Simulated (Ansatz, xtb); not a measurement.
**Ligand exchange: C3H5F + BH2(SH) → C3H6S + BH2F**

Species: C3H5F (allyl fluoride) `C=CCF`, singlet; BH2(SH), singlet; C3H6S `C=CCS`, singlet; BH2F `BF`, singlet. The partners trade F for SH: C–F and B–SH bonds give way to C–SH and B–F.

Shapes, held fixed at every level: PBE0-D4/def2-TZVP. Flexible molecules stand in one conformer, not always the lowest. Programs: Ansatz 0.2.0, xtb 6.7.1. Electronic energies: no zero-point or thermal term.

Estimate ΔE of this reaction.

The highest level, CCSD(T)/CBS estimate, gives ΔE = -77.9 kJ/mol; the levels span -77.9 to -56.6. The column of differences is taken from that level and isn't an error. No measured value is set beside it here. The CBS estimate extrapolates MP2 from def2-TZVPP and def2-QZVPP and adds CCSD(T) − MP2 in the triple-zeta set, cores frozen.

```csv
level,kind,ΔE (kJ/mol),less CCSD(T)/CBS estimate
GFN2-xTB,semi-empirical,-56.6,+21.3
HF/def2-TZVPP,Hartree–Fock,-76.4,+1.5
PBE-D4/def2-TZVPP,GGA,-64.8,+13.1
r2SCAN-D4/def2-TZVPP,meta-GGA,-67.3,+10.6
B3LYP-D4/def2-TZVPP,global hybrid,-72.9,+5.0
PBE0-D4/def2-TZVPP,global hybrid,-68.7,+9.2
B2PLYP/def2-TZVPP,double hybrid,-74.2,+3.7
CCSD(T)/def2-TZVPP,coupled cluster or CI,-75.7,+2.2
CCSD(T)/CBS estimate,coupled cluster or CI,-77.9,0.0
```

Every level makes the exchange exothermic, so the preference of boron for fluorine and of carbon for sulfur doesn't depend on the method; only its size does. Both C–F and B–F bonds are strong and polar, but fluorine gains more over sulfur on boron than on carbon. Boron is the more electropositive centre, and its empty p orbital accepts π density from a fluorine lone pair, an option the saturated allylic carbon lacks. Sulfur also donates to boron, but this probably doesn't make up for the weaker, less polar σ bond.

Hartree–Fock (-76.4 kJ/mol) lies close to CCSD(T) in the same basis (-75.7 kJ/mol), which suggests that correlation contributions largely cancel when the number and formal type of bonds are conserved. That agreement doesn't make Hartree–Fock reliable for the separate bond energies. Nor does exact exchange alone order the functionals: PBE0 gives a less exothermic reaction than B3LYP despite its larger share. The reaction energy says nothing about the barrier, and hence nothing about how readily the ligands exchange.
